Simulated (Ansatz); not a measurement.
## Ligand exchange: ICl + SiH2(CH3)(OH) → HOI + SiH2(CH3)Cl

Gas-phase species: ICl (iodine monochloride), singlet; SiH2(CH3)(OH), singlet; HOI (hypoiodous acid) `OI`, singlet; SiH2(CH3)Cl ((chlorosilyl)methane), singlet. The partners trade Cl for OH: I–Cl and Si–OH bonds give way to I–OH and Si–Cl.

Shapes, held fixed at every level: PBE0-D4/def2-TZVP. Flexible molecules stand in one conformer, not always the lowest. Programs: Ansatz 0.2.0. The zero-point and thermal change to 298 K, harmonic and unscaled (PBE0-D4/def2-TZVP), is -1.4 kJ/mol.

| level | kind | ΔH(298 K) (kJ/mol) | less CCSD(T)/def2-TZVPP |
| --- | --- | --- | --- |
| PBE-D4/def2-TZVPP | GGA | +53.8 | -5.6 |
| r2SCAN-D4/def2-TZVPP | meta-GGA | +58.2 | -1.2 |
| BHLYP-D4/def2-TZVPP | global hybrid | +70.2 | +10.8 |
| B2PLYP/def2-TZVPP | double hybrid | +62.0 | +2.6 |
| CCSD(T)/def2-SVP | coupled cluster or CI | +55.6 | -3.8 |
| CCSD/def2-SVP | coupled cluster or CI | +58.2 | -1.2 |
| CCSD(T)/def2-TZVPP | coupled cluster or CI | +59.4 | 0.0 |

The highest level, CCSD(T)/def2-TZVPP, gives ΔH(298 K) = +59.4 kJ/mol; the levels span +53.8 to +70.2. The column of differences is taken from that level and isn't an error. No measured value is set beside it here. For atoms past krypton def2 sets carry core potentials with scalar relativity. Outer-core shells of I are correlated, in sets that cover them unevenly.

The exchange is clearly endothermic at every level, with +59.4 kJ/mol at the highest, so enthalpy favours ICl and the silanol. The main reason is silicon's preference for oxygen over chlorine: the Si–O bond is short, strongly polar and reinforced by delocalisation of oxygen lone pairs into σ* orbitals on silicon, and the Si–Cl bond that replaces it is weaker. Iodine offers little compensation, since its single bonds to OH and to Cl are both weak and of similar strength.

The coupled-cluster rows show two opposing shifts: triples lower the enthalpy in the small basis, while the larger basis raises the CCSD(T) value. The closeness of CCSD/def2-SVP to the highest level therefore reflects cancellation rather than convergence. BHLYP lies highest, probably because its large share of exact exchange is not balanced by a matching description of correlation. The basis-set shift is large enough that the small offsets of r2SCAN-D4 and B2PLYP don't establish which of them is more accurate.
